These notes work out how a trapped Fermi gas follows a change of harmonic confinement when it is free and when it is a fluid in local equilibrium. Both cases close on three functions of time, and they differ only in how the stress responds to shear.

\section*{Premises and conventions}

I take $N$ fermions of mass $m$, half in each of two spin states, with total density $n$, in
\begin{equation}
V(\mathbf x,t)=\tfrac12 m\sum_{i=1}^3\omega_i(t)^2x_i^2,\qquad \omega_i(t\le 0)=\omega_{i0},
\end{equation}
in equilibrium for $t\le0$. All $\omega$ are angular frequencies and no index is summed unless a sum is written. The Lagrangian label of a fluid element is its initial position $\boldsymbol\xi$, and I look for motions
\begin{equation}
x_i=b_i(t)\,\xi_i,\qquad b_i(0)=1,\quad \dot b_i(0)=0,\qquad \Gamma\equiv b_1b_2b_3 .
\label{map}
\end{equation}
The velocity field is $v_i=\dot b_i\xi_i=\dot b_ix_i/b_i$. The Jacobian of the map is $\Gamma$, so particle conservation gives $n(\mathbf x,t)=n_0(\boldsymbol\xi)/\Gamma$. The acceleration of an element is $\ddot b_i\xi_i$.

Premise C (collisionless): no interaction, so the phase-space density obeys the Vlasov equation without mean field. Premise H (hydrodynamic): the stress is an isotropic pressure fixed by the local density and entropy, without dissipation.

\section*{Collisionless gas}

The one-body Wigner function $f(\mathbf x,\mathbf p,t)$ obeys
\begin{equation}
\partial_tf+\sum_i\Big[\frac{p_i}{m}\partial_{x_i}f-m\omega_i^2x_i\,\partial_{p_i}f\Big]=0 .
\label{vlasov}
\end{equation}
Quantum corrections to this equation contain third and higher derivatives of $V$, which vanish here, so \eqref{vlasov} is exact for free fermions. I try
\begin{equation}
f(\mathbf x,\mathbf p,t)=f_0(\boldsymbol\xi,\boldsymbol\pi),\qquad \xi_i=\frac{x_i}{b_i},\qquad \pi_i=b_ip_i-m\dot b_ix_i=b_i(p_i-mv_i).
\label{ansatz}
\end{equation}
The left side of \eqref{vlasov} is the derivative along $\dot x_i=p_i/m$, $\dot p_i=-m\omega_i^2x_i$. Along such a path
\begin{align}
\dot\xi_i&=\frac{p_i}{mb_i}-\frac{\dot b_ix_i}{b_i^2}=\frac{\pi_i}{mb_i^2},\\
\dot\pi_i&=\dot b_ip_i-m\omega_i^2b_ix_i-m\ddot b_ix_i-\dot b_ip_i=-mb_i(\ddot b_i+\omega_i^2b_i)\,\xi_i .
\end{align}
The equilibrium state is diagonal in the quantum numbers of the three oscillators, so $f_0$ depends only on $H_i=\pi_i^2/2m+m\omega_{i0}^2\xi_i^2/2$; semiclassically it is the Fermi function of $\sum_iH_i$. The chain rule gives
\begin{equation}
\frac{df}{dt}=\sum_i\frac{\partial f_0}{\partial H_i}\,\pi_i\xi_i\Big[\frac{\omega_{i0}^2}{b_i^2}-b_i(\ddot b_i+\omega_i^2b_i)\Big].
\end{equation}
The products $\pi_i\xi_i$ vary independently at fixed $H_i$, so this vanishes everywhere exactly when each bracket does:
\begin{equation}
\ddot b_i+\omega_i(t)^2b_i=\frac{\omega_{i0}^2}{b_i^3}\qquad\text{(C)}.
\label{C}
\end{equation}
Since \eqref{ansatz} reduces to $f_0$ at $t=0$ and \eqref{vlasov} is a linear first-order equation, this is the solution. With $d^3p=d^3\pi/\Gamma$ at fixed $\mathbf x$, the density is $n_0(\boldsymbol\xi)/\Gamma$ as required, and the stress is
\begin{equation}
\Pi_{ij}=\frac1m\int d^3p\,(p_i-mv_i)(p_j-mv_j)f=\delta_{ij}\frac{P_0(\boldsymbol\xi)}{\Gamma b_i^2}.
\label{PiC}
\end{equation}
Here $f$ is normalised to $n=\int d^3p\,f$, and I used the semiclassical $f_0$, whose stress is an isotropic $P_0$. The local Fermi sphere has become an ellipsoid of semi-axes $\propto1/b_i$.

\section*{Hydrodynamic gas}

The orbital-free Thomas--Fermi description at zero temperature has the internal energy density $\tfrac35\,\xi_B\,n\,\epsilon_F(n)$ with $\epsilon_F=\hbar^2(3\pi^2n)^{2/3}/2m$. For free fermions $\xi_B=1$. At unitarity the scattering length is infinite, $n$ sets the only energy scale of the uniform ground state, and the same form holds with a pure number $\xi_B<1$, the Bertsch parameter. Then $\mu=\xi_B\epsilon_F$ and $P=\tfrac25n\mu\propto n^{5/3}$, with $dP=n\,d\mu$. At finite temperature the same dimensional argument gives $P=n^{5/3}\varphi(s)$, where $s$ is the entropy per particle, which an ideal fluid element carries unchanged. In either case the map \eqref{map} yields
\begin{equation}
\Pi_{ij}=\delta_{ij}\,\frac{P_0(\boldsymbol\xi)}{\Gamma^{5/3}} .
\label{PiH}
\end{equation}
Because $s$ is a function of $k_BT/\epsilon_F$, the temperature stays uniform, $T=T_0\Gamma^{-2/3}$, and no heat current is driven.

Local momentum balance, valid under both premises, reads
\begin{equation}
mn\frac{Dv_i}{Dt}=-\sum_j\partial_{x_j}\Pi_{ij}-mn\,\omega_i^2x_i ,
\label{mom}
\end{equation}
and at $t=0$ it is the hydrostatic condition $\partial_{\xi_i}P_0=-mn_0\omega_{i0}^2\xi_i$. Write a diagonal stress as $\Pi_{ii}=\chi_i(t)P_0(\boldsymbol\xi)$ and use $\partial_{x_i}=b_i^{-1}\partial_{\xi_i}$:
\begin{equation}
\frac{mn_0}{\Gamma}\ddot b_i\xi_i=\frac{\chi_i}{b_i}mn_0\omega_{i0}^2\xi_i-\frac{mn_0}{\Gamma}\omega_i^2b_i\xi_i .
\end{equation}
Every term carries $mn_0\xi_i$, so the profile drops out and $\ddot b_i+\omega_i^2b_i=\omega_{i0}^2\Gamma\chi_i/b_i$. With \eqref{PiC} this returns \eqref{C}. With \eqref{PiH} it gives
\begin{equation}
\ddot b_i+\omega_i(t)^2b_i=\frac{\omega_{i0}^2}{b_i\,(b_1b_2b_3)^{2/3}}\qquad\text{(H)}.
\label{H}
\end{equation}
The flow is $\mathbf v=\nabla\sum_i\dot b_ix_i^2/2b_i$, irrotational as a superfluid requires. Neither $N$, $\xi_B$ nor $T_0$ appears in \eqref{H}.

\section*{Where the two differ}

Both sets follow from
\begin{equation}
\mathcal L=\sum_i\frac{\dot b_i^2-\omega_i^2b_i^2}{2\omega_{i0}^2}-U,\qquad U_C=\frac12\sum_i\frac1{b_i^2},\qquad U_H=\frac32\,\Gamma^{-2/3},
\label{L}
\end{equation}
since $-\partial U_C/\partial b_i=b_i^{-3}$ and $-\partial U_H/\partial b_i=\Gamma^{-2/3}/b_i$. The energy unit is $\int P_0\,d^3\xi=Nm\omega_{i0}^2\langle\xi_i^2\rangle$, the same for each $i$, which follows from the hydrostatic condition multiplied by $\xi_i$ and integrated by parts; $U$ is then the internal energy $\tfrac12\sum_i\int\Pi_{ii}\,d^3x$. The numbers $b_i^{-2}$ have arithmetic mean $\tfrac23U_C$ and geometric mean $\tfrac23U_H$, hence $U_C\ge U_H$, with equality only for $b_1=b_2=b_3$. An isotropic dilation of any amplitude therefore obeys the same equation in both pictures.

For small strain $b_i=1+\varepsilon_i$, $\theta=\sum_i\varepsilon_i$, the stress of a fluid element changes by
\begin{align}
\delta\Pi_{ii}^{C}&=-P_0(\theta+2\varepsilon_i)=-\tfrac53P_0\,\theta-2P_0\big(\varepsilon_i-\tfrac13\theta\big),\\
\delta\Pi_{ii}^{H}&=-\tfrac53P_0\,\theta .
\end{align}
Both have the bulk modulus $\tfrac53P_0$. The free gas has in addition a shear modulus $P_0$, the cost of deforming the Fermi sphere at fixed volume. For time-dependent density functional theory the lesson is that a functional of the instantaneous local density assumes a spherical Fermi surface at every moment, while \eqref{PiC} depends on the deformation accumulated since $t=0$. The missing term is of the same order as the pressure and survives for $N\to\infty$, where gradient corrections vanish. Applied to free fermions, \eqref{H} is thus wrong for any motion with shear; at unitarity, where pairing or collisions keep the stress isotropic, it is the appropriate limit.

\section*{Small oscillations}

Set $\omega_i=\omega_{i0}$ and linearise. From $b_i^{-3}\simeq1-3\varepsilon_i$ and $b_i^{-1}\Gamma^{-2/3}\simeq1-\varepsilon_i-\tfrac23\theta$,
\begin{equation}
\text{C: }\ \ddot\varepsilon_i=-4\omega_{i0}^2\varepsilon_i,\qquad \text{H: }\ \ddot\varepsilon_i=-\omega_{i0}^2\big(2\varepsilon_i+\tfrac23\theta\big).
\end{equation}
In an isotropic trap the monopole has $\varepsilon_i=\theta/3$, so H gives $\Omega^2=(2+2)\omega_0^2$; the quadrupoles have $\theta=0$, so H gives $\Omega^2=2\omega_0^2$. The two traceless diagonal strains belong to $l=2$, and rotational symmetry carries their frequency to all five components. Hence
\begin{equation}
\Omega_{l=0}^{C}=\Omega_{l=0}^{H}=2\omega_0,\qquad \Omega_{l=2}^{C}=2\omega_0,\qquad \Omega_{l=2}^{H}=\sqrt2\,\omega_0 .
\end{equation}
For a cigar, $\omega_{10}=\omega_{20}=\omega_\perp$, $\omega_{30}=\omega_z=\lambda\omega_\perp$. The strain $(1,-1,0)$ has $\theta=0$ and oscillates at $\sqrt2\,\omega_\perp$ in H. The axially symmetric strains $(\varepsilon_\perp,\varepsilon_z)$ have $\theta=2\varepsilon_\perp+\varepsilon_z$ and the matrix
\begin{equation}
\omega_\perp^2\begin{pmatrix}10/3&2/3\\4\lambda^2/3&8\lambda^2/3\end{pmatrix},\qquad
\frac{\Omega_\pm^2}{\omega_\perp^2}=\frac{5+4\lambda^2\pm\sqrt{25-32\lambda^2+16\lambda^4}}{3},
\label{modes}
\end{equation}
from the trace $(10+8\lambda^2)/3$ and the determinant $8\lambda^2$. For $\lambda\to0$ these tend to $\Omega_+=\sqrt{10/3}\,\omega_\perp$ and $\Omega_-=\sqrt{12/5}\,\omega_z$, against $2\omega_\perp$ and $2\omega_z$ in C.

\section*{Release from a cigar}

Now $\omega_i(t>0)=0$; $\tau=\omega_\perp t$ and primes are $d/d\tau$. In C, substitution shows that $b_i=\sqrt{1+\omega_{i0}^2t^2}$ solves \eqref{C}. The radii of any density contour are $R_i=b_iR_{i0}$ with $R_{i0}\propto1/\omega_{i0}$, so the aspect ratio is
\begin{equation}
A\equiv\frac{R_\perp}{R_z}=\lambda\frac{b_\perp}{b_z},\qquad A_C=\lambda\sqrt{\frac{1+\tau^2}{1+\lambda^2\tau^2}},
\end{equation}
which rises to 1 from below. In H,
\begin{equation}
b_\perp''=b_\perp^{-7/3}b_z^{-2/3},\qquad b_z''=\lambda^2b_\perp^{-4/3}b_z^{-5/3}.
\label{rel}
\end{equation}
Two exact statements help. The Lagrangian \eqref{L} no longer depends on time, so $K+U=\tfrac32$ with $K=b_\perp'^2+b_z'^2/2\lambda^2$. For $J=b_\perp^2+b_z^2/2\lambda^2$, which is proportional to $\langle r^2\rangle$, differentiation gives $J''=2K-\sum_ib_i\partial U/\partial b_i=2K+2U=3$, because $U$ is homogeneous of degree $-2$. Therefore
\begin{equation}
b_\perp^2+\frac{b_z^2-1}{2\lambda^2}=1+\tfrac32\tau^2 .
\label{vir}
\end{equation}
This holds for $U_C$ and $U_H$ alike: the mean square radius cannot tell the regimes apart, only the shape can.

I solve \eqref{rel} for $\lambda\ll1$. At lowest order $b_z=1$ and $b_\perp=b$ with $b''=b^{-7/3}$. Multiplying by $b'$ and integrating from $b=1$,
\begin{equation}
b'^2=\tfrac32\big(1-b^{-4/3}\big),\qquad \sqrt{\tfrac32}\,\tau=\int_1^b\frac{d\beta}{\sqrt{1-\beta^{-4/3}}}.
\end{equation}
The identity $\frac{d}{d\beta}\big[\beta\sqrt{1-\beta^{-4/3}}\big]=(1-\tfrac13\beta^{-4/3})/\sqrt{1-\beta^{-4/3}}$ splits off the growing part, and $y=\beta^{-1/3}$, $d\beta=-3y^{-4}dy$, handles the rest:
\begin{equation}
\sqrt{\tfrac32}\,\tau=b\sqrt{1-b^{-4/3}}+\Lambda(b),\qquad \Lambda(b)=\int_{b^{-1/3}}^1\frac{dy}{\sqrt{1-y^4}},
\label{tau}
\end{equation}
with $\Lambda(\infty)=1.311$. At next order $b_z=1+\lambda^2g$, $g''=b^{-4/3}$, $g(0)=g'(0)=0$. Since $(b^2)''=2b'^2+2bb''=3-b^{-4/3}$,
\begin{equation}
g=1+\tfrac32\tau^2-b^2,\qquad g'=3\tau-2bb'=\sqrt6\,\Lambda(b),
\label{g}
\end{equation}
which is \eqref{vir} at order $\lambda^0$. The radial rate saturates at $\sqrt{3/2}$, against 1 in C: the pressure gradient sends the whole internal energy into the two tight directions. The axial rate tends to $\sqrt6\,\Lambda(\infty)\lambda^2=3.21\lambda^2$, against $\lambda$ in C. The final shape is a pancake with
\begin{equation}
A_H(\infty)\simeq\frac{\lambda\sqrt{3/2}}{\sqrt6\,\Lambda(\infty)\lambda^2}=\frac{1}{2\Lambda(\infty)\lambda}=\frac{0.38}{\lambda}.
\end{equation}
This limit is crude. The expansion in $\lambda^2g$ fails at $\tau\sim\lambda^{-2}$, where $\Lambda$ still lacks a part $b^{-1/3}\sim\lambda^{2/3}$, and that is the relative order of the correction.

At finite time the next order is small. Expanding $b_z^{-5/3}$ in \eqref{rel} adds $\delta_z=-\tfrac53\lambda^4\int_0^\tau(\tau-\sigma)\,g\,b^{-4/3}d\sigma$ to $b_z$. Evaluating \eqref{tau} and \eqref{g}, I find that $g\,b^{-4/3}$ never exceeds $0.64$, so $|\delta_z|<\tfrac56(0.64)\lambda^4\tau^2$. Inserting $b_\perp=b+\delta_\perp$ in \eqref{vir} gives $-4\lambda^2b\,\delta_\perp=\lambda^4g^2+2\delta_z$; with $\delta_z$ negative and smaller than the first term, $|\delta_\perp|/b<\lambda^2g^2/4b^2$. The feedback of $\delta_\perp$ on $b_z$ is at most about $\tfrac43\lambda^2g\,|\delta_\perp|/b$.

\section*{Range of validity}

Equation \eqref{C} needs a harmonic trap with fixed axes, an equilibrium start and no interaction; it holds for any $N$, any temperature and any $\omega_i(t)$. Equation \eqref{H} needs the same trap and four more conditions. (i) $P\propto n^{5/3}$ at fixed $s$: $1/k_F|a|\ll1$ for the scattering length $a$, and a negligible effective range. Off resonance $1/k_F|a|$ grows as $\Gamma^{1/3}$ during expansion. (ii) Local density: a gradient term costs about $\hbar^2/mR_{\perp0}^2$ per particle, of relative order $(\hbar\omega_\perp/\mu_0)^2$, with $\mu_0$ the central chemical potential. (iii) Small dissipation. I take the bulk viscosity to vanish, as scale invariance demands for these flows. With shear viscosity $\eta=\alpha\hbar n$ and density-weighted average $\bar\alpha$, strain rates of order $\omega_\perp$ give a ratio of viscous stress to pressure $\bar\alpha\hbar\omega_\perp N/\int P_0\,d^3\xi$. The viscous stress opposes the shear, slows the radial and speeds the axial motion, and so moves $A$ from H towards C. (iv) In the normal phase the dilute edge and the late stage become collisionless. Suppose collisions stop at $\tau_d$, with scale factors $b_{id}$, volume factor $\Gamma_d$ and internal energy $U_d=\tfrac32\Gamma_d^{-2/3}$. The momentum distribution is then isotropic and deforms afterwards as in C, so $U=\tfrac12\Gamma_d^{-2/3}\sum_ib_{id}^2/b_i^2$ and each axis keeps $U_d/3$ for itself. For $b_\perp$ this matters little once $U_d\ll\tfrac32$. The axial acceleration stays below $\tfrac23\lambda^2U_d$, so $b_z$ exceeds its H value by less than $\tfrac13\lambda^2U_d(\tau-\tau_d)^2$, which is small only over a limited time. For the late-time shape the share $U_d/3$ must be set against the axial kinetic energy of H, $b_z'^2/2\lambda^2\simeq(3.21\lambda)^2/2\approx5\lambda^2$, so hydrodynamics must last until $U_d\ll15\lambda^2$. For $\lambda=0.04$ that axial energy is 0.008, and decoupling at $b_\perp=10$, where $U_d=0.070$ at lowest order in $\lambda^2$, gives $b_z'(\infty)=0.23\lambda$ and $A(\infty)=5.3$, against 9.5 from the leading H formula. For $15\lambda^2\ll U_d\ll\tfrac32$ one has $A(\infty)\simeq3/(2\sqrt{U_d})$, independent of $\lambda$. The release formulas assume a switch-off fast against $1/\omega_\perp$, and \eqref{tau}--\eqref{g} need $\lambda^2g\ll1$. A uniform force such as gravity moves only the centre of mass.

\section*{Numbers for $^6$Li at unitarity}

I assume, as illustrative inputs typical of a single-beam optical trap, $\omega_\perp/2\pi=6.0$ kHz, $\omega_z/2\pi=240$ Hz, $N=1.5\times10^5$, $T=0$, with $m\approx6.015$ u and the approximate $\xi_B\approx0.37$. Then $\lambda=0.04$ and $\bar\omega/2\pi=(\omega_\perp^2\omega_z)^{1/3}/2\pi=2.05$ kHz.

The equilibrium profile from $\mu(n_0)=\mu_0-V$ is $n_0=(3\pi^2)^{-1}(2m\mu_0/\xi_B\hbar^2)^{3/2}(1-\rho^2)^{3/2}$, where $\rho^2=\sum_i\xi_i^2/R_{i0}^2$ and $R_{i0}^2=2\mu_0/m\omega_{i0}^2$. With $4\pi\int_0^1\rho^2(1-\rho^2)^{3/2}d\rho=\pi^2/8$ the normalisation is $N=\mu_0^3/3\xi_B^{3/2}(\hbar\bar\omega)^3$, so
\begin{equation}
\mu_0=\sqrt{\xi_B}\,E_F,\qquad E_F=\hbar\bar\omega(3N)^{1/3}.
\end{equation}
This gives $E_F/k_B=7.5\ \mu$K, $\mu_0/k_B=4.6\ \mu$K, $\mu_0/\hbar\omega_\perp=16$, $R_{\perp0}=3.0\ \mu$m and $R_{z0}=75\ \mu$m. The same profile has $\langle\rho^2\rangle=3/8$, hence $\langle\xi_i^2\rangle=R_{i0}^2/8$ and $\int P_0\,d^3\xi=N\mu_0/4$.

In the trap, \eqref{modes} puts the radial breathing mode at 11.0 kHz and the axial mode at 372 Hz, and the radial quadrupole lies at 8.49 kHz. A free gas in the same trap has 12.0 kHz, 480 Hz and 12.0 kHz. After release, \eqref{tau} and \eqref{g} give for H, and the closed form for C:
\begin{center}
\begin{tabular}{cc|cccc|ccc}
$t$ (ms)&$\tau$&$b_\perp^H$&$g$&$b_z^H$&$A_H$&$b_\perp^C$&$b_z^C$&$A_C$\\\hline
0.2&7.54&8.7&11.3&1.02&0.34&7.6&1.04&0.29\\
0.5&18.8&22&36.3&1.06&0.84&19&1.25&0.60\\
1.0&37.7&45&82.4&1.13&1.60&38&1.81&0.83
\end{tabular}
\end{center}
The hydrodynamic cloud passes through $A_H=1$ at $t=0.60$ ms; the free cloud never does.

The neglected terms at 1 ms have these sizes. The next order in $\lambda^2$ lowers $b_z$ by less than 0.002 and $b_\perp$ by about 0.1\%. Gradient terms are of order $(\hbar\omega_\perp/\mu_0)^2=0.004$. For a Gaussian beam, $V\propto1-e^{-2r^2/w^2}$, the quartic term is $r^2/w^2$ of the quadratic one, 0.004 at the cloud edge for an assumed waist $w=50\ \mu$m. The switch-off must be fast against $1/\omega_\perp=27\ \mu$s, and $\Gamma^{1/3}$ has reached 13. A residual curvature of the magnetic bias field, typically $\omega_m/2\pi\approx20$ Hz, shifts $b_z$ by about $\omega_m^2t^2/2=0.008$, to be set beside $b_z-1=0.13$. In a normal-phase cloud whose collisions stopped at $b_\perp=10$, that is $\tau_d=8.7$, the bound in (iv) on the rise of $b_z$ is 0.031. The largest item is viscosity, with stress ratio $4\bar\alpha\hbar\omega_\perp/\mu_0=0.25\,\bar\alpha$; for $\bar\alpha$ of a few tenths, typical around the superfluid transition, that is of order ten per cent and lowers $A$. The entries 1.60 and 0.83 are the model's values for an ideal fluid and a free gas with the assumed trap, and none of these terms is large enough to remove the inversion of the shape that separates them.